# The conserved energy current of the XXZ chain and its thermal Drude weight

## The model and the premises

Our system is a ring of $N$ spins one-half with spacing $a$ and length $L=Na$, in zero magnetic field:

$$H=\sum_l h_l,\qquad h_l=J\left(S^x_lS^x_{l+1}+S^y_lS^y_{l+1}+\Delta S^z_lS^z_{l+1}\right).\tag{1}$$

The spins are dimensionless, $S^\alpha=\sigma^\alpha/2$ with Pauli matrices $\sigma^\alpha$, and $J>0$ is an energy. I write $h_l=(J/4)k_l$ with $k_l=\sum_\mu\lambda_\mu\sigma^\mu_l\sigma^\mu_{l+1}$ and $(\lambda_x,\lambda_y,\lambda_z)=(1,1,\Delta)$, and I set $\beta=1/k_BT$.

There are three premises. The first is the Hamiltonian (1). The second is linear response, with a temperature gradient represented by Luttinger's (1964) fictitious potential. The third is needed only at low temperature: the low-lying spectrum known from the Bethe ansatz, which I quote and do not derive. Everything else is Pauli algebra, resting on $\sigma^\alpha\sigma^\beta=\delta_{\alpha\beta}+i\sum_\gamma\epsilon_{\alpha\beta\gamma}\sigma^\gamma$.

## The energy current

The bond energy $h_l$ fails to commute only with its two neighbours, so

$$\dot h_l=\frac{i}{\hbar}[H,h_l]=\frac{i}{\hbar}[h_{l-1},h_l]-\frac{i}{\hbar}[h_l,h_{l+1}]=j_l-j_{l+1},\qquad j_l=\frac{i}{\hbar}[h_{l-1},h_l].\tag{2}$$

This is a continuity equation, and $j_l$ is the power flowing from bond $l-1$ into bond $l$. The two bonds share site $l$, where $[\sigma^\alpha,\sigma^\beta]=2i\sum_\gamma\epsilon_{\alpha\beta\gamma}\sigma^\gamma$. With $\epsilon_{\alpha\beta\gamma}=-\epsilon_{\alpha\gamma\beta}$ this gives $[k_{l-1},k_l]=-2iq_l$ and

$$j_l=\frac{J^2}{8\hbar}q_l,\qquad q_l=\sum_{\alpha\gamma\beta}\epsilon_{\alpha\gamma\beta}\lambda_\alpha\lambda_\beta\,\sigma^\alpha_{l-1}\sigma^\gamma_l\sigma^\beta_{l+1}.\tag{3}$$

There are six strings, one for each ordering of $x,y,z$. The total current is $J_E=a\sum_lj_l$, in W m. Reflection of the ring leaves $H$ alone and reverses $J_E$, so $\langle J_E\rangle=0$ in equilibrium.

## Proof that it is conserved

Four bonds touch the three sites of $j_l$:

$$[H,J_E]=\frac{ia}{\hbar}\sum_l\big[h_{l-2}+h_{l-1}+h_l+h_{l+1},[h_{l-1},h_l]\big].$$

Take the outer bonds first. Shifting the summation index in the last term, they give $\sum_l\big([h_{l-2},[h_{l-1},h_l]]+[h_l,[h_{l-2},h_{l-1}]]\big)$. By the Jacobi identity each bracket equals $-[h_{l-1},[h_l,h_{l-2}]]$, and this vanishes because $h_l$ and $h_{l-2}$ share no site. That much holds for any nearest-neighbour chain.

Now the inner bonds. Call the sites 1, 2, 3, and write a string as $(\alpha\gamma\beta)$, with 1 for the identity. Two Pauli strings either commute or anticommute, and when they anticommute the commutator is twice the product. The string $(\mu\mu1)$ of $k_{12}$ anticommutes with $(\alpha\gamma\beta)$ when the two differ on exactly one of the sites 1 and 2, that is for $\mu=\alpha$ or $\mu=\gamma$. For $\mu=\alpha$ the product is $i\epsilon_{\alpha\gamma\beta}(1\beta\beta)$. For $\mu=\gamma$ it is $-i\epsilon_{\alpha\gamma\beta}(\beta1\beta)$. The $\epsilon$ in (3) squares these signs away. With $P=\lambda_x\lambda_y\lambda_z$,

$$[k_{12},q]=2i\,r_{23}-4iP\sum_\beta(\beta1\beta),\qquad r=\sum_\beta\lambda_\beta\Big(\sum_{\alpha\ne\beta}\lambda_\alpha^2\Big)\sigma^\beta\sigma^\beta .$$

For $k_{23}$ the cases are $\mu=\beta$, with product $-i\epsilon_{\alpha\gamma\beta}(\alpha\alpha1)$, and $\mu=\gamma$, with product $+i\epsilon_{\alpha\gamma\beta}(\alpha1\alpha)$. Hence $[k_{23},q]=-2i\,r_{12}+4iP\sum_\alpha(\alpha1\alpha)$, and

$$[k_{12}+k_{23},q]=2i\,(r_{23}-r_{12}).\tag{4}$$

A difference of the same operator on neighbouring bonds telescopes to zero around the ring. Therefore $[H,J_E]=0$ for every $\Delta$, and indeed for three different $\lambda_\mu$. Its consequence for transport was drawn by Zotos, Naef and Prelovšek in 1997.

**Question.** *Where did spin one-half enter? The Jacobi step never used it.*

In (4). I used $(\sigma^\alpha)^2=1$ and the fact that a product of two Pauli matrices is again one. For larger spin these products bring quadrupole operators, and for the spin-1 Heisenberg chain the inner terms are no longer a pure difference.

**Question.** *Is this just momentum conservation in disguise?*

No. The lattice conserves momentum only up to umklapp, and for $\Delta\neq0$ the spin current of the same chain does not commute with $H$. The operator $J_E$ is the first nontrivial member of the tower of local conserved charges that makes the chain integrable.

## From the Kubo formula to the delta function

Couple the energy density to a dimensionless potential, $H'=\sum_l\psi_lh_l$. In equilibrium the weight $\exp[-\beta\sum_l(1+\psi_l)h_l]$ is that of a local temperature $T/(1+\psi_l)\approx T(1-\psi_l)$, and no current flows. The current therefore depends on $\nabla T/T+\nabla\psi$, and a gradient $g=\nabla\psi$ stands for $\nabla T/T$.

Put $\psi_l=g(t)\,x_l$ with $x_l=la$, read as the long-wavelength limit of a periodic modulation. Then $H'=-Bg$ with $B=-\sum_lx_lh_l$, and summing (2) by parts gives $\dot B=\sum_lj_l(x_{l-1}-x_l)=-J_E$. The potential also rescales $j_l$, but this multiplies $\langle j_l\rangle=0$. Kubo's response formula is

$$\delta\langle A\rangle(t)=\int_0^\infty\!ds\int_0^\beta\!d\lambda\,\langle\dot B(-i\hbar\lambda)A(s)\rangle\,g(t-s).$$

Take $A=J_E$, $g\propto e^{-i\omega t}$, and define $\kappa$ by $\langle J_E\rangle/L=-\kappa\nabla T$:

$$\kappa(\omega)=\frac{1}{LT}\int_0^\infty\!ds\,e^{i(\omega+i0)s}\int_0^\beta\!d\lambda\,\langle J_E(-i\hbar\lambda)J_E(s)\rangle .\tag{5}$$

For one chain $\kappa$ has the unit W m K$^{-1}$. Since $J_E$ commutes with $H$, it depends on neither $s$ nor $\lambda$. The $\lambda$ integral gives $\beta\langle J_E^2\rangle$, and the $s$ integral gives $i/(\omega+i0)$, whose real part is $\pi\delta(\omega)$. So

$$\mathrm{Re}\,\kappa(\omega)=D\,\delta(\omega),\qquad D=\frac{\pi\langle J_E^2\rangle}{L\,k_BT^2},\tag{6}$$

with no regular part at any frequency. The convention is that $\omega$ is an angular frequency and $\delta(\omega)$ has unit weight on the whole real axis. $D$ has the unit W m K$^{-1}$ s$^{-1}$. At $T>0$ correlations in the chain decay exponentially, so $\langle J_E^2\rangle/L$ has a finite limit for $L\to\infty$.

**Question.** *What does an infinite dc conductivity mean physically?*

Acceleration. For a constant drive switched on at $t=0$, the same response formula gives $\langle J_E\rangle/L=-(D/\pi)\,t\,\nabla T$. If a weak perturbation makes the correlation decay as $e^{-s/\tau}$, the delta function becomes a Lorentzian of the same weight and $\kappa_{dc}=D\tau/\pi$. A single exponential is a further assumption.

## High temperature

Equation (6) has turned transport into a static average. Let $\langle\cdot\rangle_0=2^{-N}\mathrm{Tr}$, under which distinct Pauli strings are orthogonal and each has unit norm. Because $\langle H\rangle_0=0$, expanding $e^{-\beta H}/Z$ gives

$$\langle A\rangle=\langle A\rangle_0-\beta\langle AH\rangle_0+\tfrac12\beta^2\big(\langle AH^2\rangle_0-\langle A\rangle_0\langle H^2\rangle_0\big)+\dots$$

Set $Q=\sum_lq_l$, $K=\sum_lk_l$, $x=\beta J$, $A=Q^2$, and take $N\ge6$.

*Order zero.* All $6N$ strings are distinct, so $\langle Q^2\rangle_0/N=\sum_{\alpha\ne\beta}\lambda_\alpha^2\lambda_\beta^2=2+4\Delta^2$.

*The strings in $Q^2$.* For the higher orders we need the coefficients of those strings of $Q^2$ that also occur in $K$ or $K^2$.

(a) Nearest neighbours $(\rho\rho)$. In $q_l^2$, $(\rho\gamma\beta)(\rho\beta\gamma)=+(1\rho\rho)$, with coefficient $\epsilon_{\rho\gamma\beta}\epsilon_{\rho\beta\gamma}\lambda_\rho^2\lambda_\beta\lambda_\gamma=-\lambda_\rho P$. Two orderings, and the mirror case with the identity on the right, give $-4\lambda_\rho P$ per bond.

(b) Next neighbours $(\gamma1\gamma)$. In $q_l^2$, $(\alpha\gamma\beta)(\beta\gamma\alpha)=+(\gamma1\gamma)$, and two orderings give $-2\lambda_\alpha^2\lambda_\beta^2$.

(c) Four sites $(\alpha\alpha\nu\nu)$. In $q_lq_{l+1}$, $(\alpha\gamma\beta1)(1\beta\gamma'\nu)=-\epsilon_{\alpha\gamma\beta}\epsilon_{\beta\gamma'\nu}(\alpha\alpha\nu\nu)$. The opposite order gives the same, so the coefficient is $-2\lambda_\alpha\lambda_\nu\sum_{\beta\neq\alpha,\nu}\lambda_\beta^2$.

Two bonds separated by a gap would need equal neighbouring indices at the end of a string of $q$, which never occur.

*First order.* From (a), $\langle Q^2K\rangle_0/N=-4P\sum_\rho\lambda_\rho^2=-4\Delta(2+\Delta^2)$. Multiplying by $-x/4$ gives $+x\Delta(2+\Delta^2)$.

*Second order.* Apart from the identity, which the subtraction removes, $K^2$ contains $(\rho\rho)$ with coefficient $-2\lambda_\mu\lambda_\nu$ ($\mu,\nu$ the other two indices) from $k_l^2$, $(\gamma1\gamma)$ with $2\lambda_\gamma^2$ from adjacent bonds, and $(\alpha\alpha\nu\nu)$ with $2\lambda_\alpha\lambda_\nu$. The overlaps per site are $24P^2$, $-12P^2$ and $-4\sum_\beta\lambda_\beta^2(\sum_{\alpha\ne\beta}\lambda_\alpha^2)^2=-8-32\Delta^2-8\Delta^4$. The sum is $-4(2+\Delta^2)(1+2\Delta^2)$, to be multiplied by $x^2/32$.

With $J_E=aJ^2Q/8\hbar$, equation (6) becomes

$$D=\frac{\pi aJ^4(1+2\Delta^2)}{32\,\hbar^2k_BT^2}\left[1+\frac{\Delta(2+\Delta^2)}{2(1+2\Delta^2)}\,x-\frac{2+\Delta^2}{16}\,x^2+O(x^3)\right].\tag{7}$$

The prefactor $D_0$ is the high-temperature law.

**Question.** *Why is the first correction odd in $\Delta$?*

Rotate every second spin by $\pi$ about $z$. This maps $H(\Delta)$ onto $-H(-\Delta)$, so $\langle J_E^2\rangle$ is unchanged under $x\to-x$ together with $\Delta\to-\Delta$. Odd powers of $x$ carry odd powers of $\Delta$.

## The free point as a control

At $\Delta=0$ the Jordan–Wigner transformation gives $h_l=(J/2)(c^\dagger_lc_{l+1}+c^\dagger_{l+1}c_l)$. Then (2) yields $j_l=(iJ^2/4\hbar)(c^\dagger_{l-1}c_{l+1}-c^\dagger_{l+1}c_{l-1})$. For plane waves $e^{ikl}$, $\varepsilon_k=J\cos k$, $v_k=-(Ja/\hbar)\sin k$, and $J_E=-(aJ^2/2\hbar)\sum_k\sin2k\;n_k=\sum_k\varepsilon_kv_kn_k$. The occupations are independent with variance $f(1-f)$, where $f=1/(e^{\beta\varepsilon}+1)$, so

$$D=\frac{\pi}{k_BT^2}\int_{-\pi}^{\pi}\frac{dk}{2\pi a}\,\varepsilon_k^2v_k^2\,f_k(1-f_k).\tag{8}$$

At high $T$, $f(1-f)=\frac14(1-\beta^2\varepsilon^2/4+\dots)$. The zone averages of $\cos^2k\sin^2k$ and $\cos^4k\sin^2k$ are $1/8$ and $1/16$, which gives the factor $1/32$ and the bracket $1-x^2/8$, as (7) requires. At low $T$ change variable by $dk=a\,d\varepsilon/\hbar|v|$, count two branches, and expand $|v|=v(1-\varepsilon^2/2J^2+\dots)$ with $v=Ja/\hbar$. With $y=\beta\varepsilon$, $\int y^2f(1-f)\,dy=\pi^2/3$ and $\int y^4f(1-f)\,dy=7\pi^4/15$ over the real line, so

$$D=\frac{\pi^2k_B^2vT}{3\hbar}\left[1-\frac{7\pi^2}{10}\Big(\frac{k_BT}{J}\Big)^2+\dots\right].$$

The coefficient is 6.9, so the linear law needs $k_BT$ well below $J$.

## Low temperature in the gapless phase

For $-1<\Delta\le1$ write $\Delta=\cos\gamma$. The premise is that the low-lying spectrum is a Luttinger liquid: one right-moving and one left-moving boson branch with energy $\hbar v|q|$, plus zero modes whose weight per length vanishes for $L\to\infty$. The Bethe ansatz velocity is $v=\pi Ja\sin\gamma/(2\hbar\gamma)$, which reduces to $Ja/\hbar$ at $\gamma=\pi/2$. Each chiral energy density moves rigidly at $\pm v$, so continuity fixes $J_E=v(H_R-H_L)$. The branches are independent and a boson mode has variance $n(n+1)$, with $n=1/(e^y-1)$ and $y=\beta\hbar vq$:

$$\langle J_E^2\rangle=2v^2L\int_0^\infty\frac{dq}{2\pi}(\hbar vq)^2n(n+1)=\frac{vL(k_BT)^3}{\pi\hbar}\int_0^\infty\!y^2n(n+1)\,dy=\frac{\pi vL(k_BT)^3}{3\hbar},$$

the last integral being $\pi^2/3$. Then (6) gives

$$D\to\frac{\pi^2k_B^2vT}{3\hbar}.\tag{9}$$

This coincides with the free-fermion result, and the interaction enters only through $v$. Corrections are higher powers of $T$, and logarithms at $\Delta=1$. Klümper and Sakai obtained the full temperature dependence from the Bethe ansatz in 2002.

**Question.** *BaCo$_2$V$_2$O$_8$ is Ising-like. Does (9) describe it?*

It does not. For $\Delta>1$ the chain is gapped. Equations (4), (6) and (7) stand, and (9) has to be replaced.

## Low temperature in the gapped phase

Let $\Delta=\cosh\eta$ and $u=e^{-\eta}$. The elementary excitations are spinons, dressed domain walls between the two Néel patterns. The quoted dispersion, with dimensionless momentum $p$, is

$$\varepsilon(p)=\sqrt{m^2+W^2\sin^2p},\quad m=\tfrac12J\sinh\eta\,\theta_4^2,\quad m^2+W^2=\big(\tfrac12J\sinh\eta\,\theta_3^2\big)^2,$$

where $\theta_3=1+2\sum_{n\ge1}u^{n^2}$ and $\theta_4=1+2\sum_{n\ge1}(-1)^nu^{n^2}$. A wall hops by two sites, so $p$ spans an interval of length $\pi$, and there are two spin states. That makes $N$ one-wall states, one per bond, as the Ising limit demands. A wave packet carries $\varepsilon v=(a/\hbar)W^2\sin p\cos p$. For $k_BT\ll m$ the gas is dilute, occupations are Poissonian with variance $e^{-\beta\varepsilon}$, and

$$D=\frac{aW^4}{\hbar^2k_BT^2}\int_{-\pi/2}^{\pi/2}\!dp\,\sin^2p\cos^2p\,e^{-\beta\varepsilon}\to\frac{\sqrt{2\pi}\,aWm^{3/2}k_B^{1/2}}{\hbar^2\,T^{1/2}}\,e^{-m/k_BT}.\tag{10}$$

The last step uses $\varepsilon\approx m+W^2p^2/2m$ and the Gaussian integral $\int p^2e^{-\beta W^2p^2/2m}dp=\sqrt{2\pi}\,(mk_BT/W^2)^{3/2}$. The activation energy is the gap of one spinon, half the two-spinon threshold.

## Range of validity

Equation (6) is exact for (1) at any $T>0$ and any $\Delta$. The law $D_0$ needs $k_BT\gg J\max(1,|\Delta|)$, with corrections given by (7). Equation (9) needs $-1<\Delta\le1$ and $k_BT\ll\hbar v/a$. Equation (10) needs $\Delta>1$ and $k_BT\ll m$. Next-neighbour exchange, coupling between chains, phonons and defects generically destroy the conservation law and leave a peak of finite width.

**Question.** *And a magnetic field along the chain axis, which closes the gap?*

The operator (3) conserves total $S^z$, so it still commutes with $H$. But the heat current then acquires a Zeeman term proportional to the spin current, which is not conserved, and magnetothermal cross terms appear. These vanish at zero field by spin-reversal symmetry. The field-induced gapless phase needs that larger treatment.

## Numbers for BaCo$_2$V$_2$O$_8$

The Co$^{2+}$ ions form fourfold screw chains along the tetragonal $c$ axis, and their lowest Kramers doublets act as spins one-half. All of the following inputs are typical values: $J=3.05$ meV, $\Delta=1.9$, lattice constants 1.244 nm in the plane and 0.84 nm along $c$, four chains per cell with four Co per chain and period, Néel temperature 5.5 K. I also assume the next spin-orbit level at about 30 meV. Heat flow along $c$ involves the projected spacing, $a=0.210$ nm, and the area per chain is $\mathcal A=0.387$ nm$^2$.

Which regime is usable? Here $u=0.284$ and $m=0.159J=0.486$ meV, or 5.6 K. The activated law (10) needs temperatures well below this, where three-dimensional order confines the spinons and the isolated chain no longer applies. On the other side $J/k_B=35.4$ K and $J\Delta/k_B=67$ K. I choose $T=100$ K, where the Boltzmann factor of the assumed upper level is 0.03.

Then $x=0.3539$, $1+2\Delta^2=8.22$ and $D_0=6.29\times10^{-9}$ W m K$^{-1}$ s$^{-1}$. The coefficients in (7) are 0.6484 and 0.3506, so the corrections are $+0.2295$ and $-0.0439$ and the bracket is 1.186. The leading law alone falls short by almost a fifth of its value. The third order is not computed; the progression suggests the per cent level, comparable to the neglected upper level. I carry three figures, $D=7.46\times10^{-9}$ W m K$^{-1}$ s$^{-1}$ and $D/\mathcal A=1.93\times10^{10}$ W m$^{-1}$ K$^{-1}$ s$^{-1}$, and trust two at most. The model's Drude weight is about $7.5\times10^{-9}$ per chain, or $1.9\times10^{10}$ per area, in these units.

**Question.** *Could one see this in a crystal?*

Only through $\tau$, which the model does not supply. A velocity follows from the ratio of fluctuations: with $\langle H^2\rangle_0=NJ^2(2+\Delta^2)/16$, $v_E^2=\langle J_E^2\rangle_0/\langle H^2\rangle_0=(Ja/\hbar)^2(1+2\Delta^2)/[2(2+\Delta^2)]$, so $v_E=833$ m/s. An assumed $\tau=1$ ps is a path of 0.83 nm, about 4 sites, and gives the model's $\kappa_{dc}=D\tau/\pi\mathcal A=6\times10^{-3}$ W m$^{-1}$ K$^{-1}$. Reaching 1 W m$^{-1}$ K$^{-1}$ would take $\tau=0.16$ ns, a path of order 0.1 µm. As typical knowledge, the crystal's total conductivity at such temperatures is finite, a few W m$^{-1}$ K$^{-1}$, and carried mainly by phonons, which (1) omits. The ideal chain overshoots it without bound, while the picosecond estimate lies two to three orders of magnitude below it. Because $D_0$ scales as $J^4/T^2$, an exchange of a few meV leaves the conserved current little weight to carry.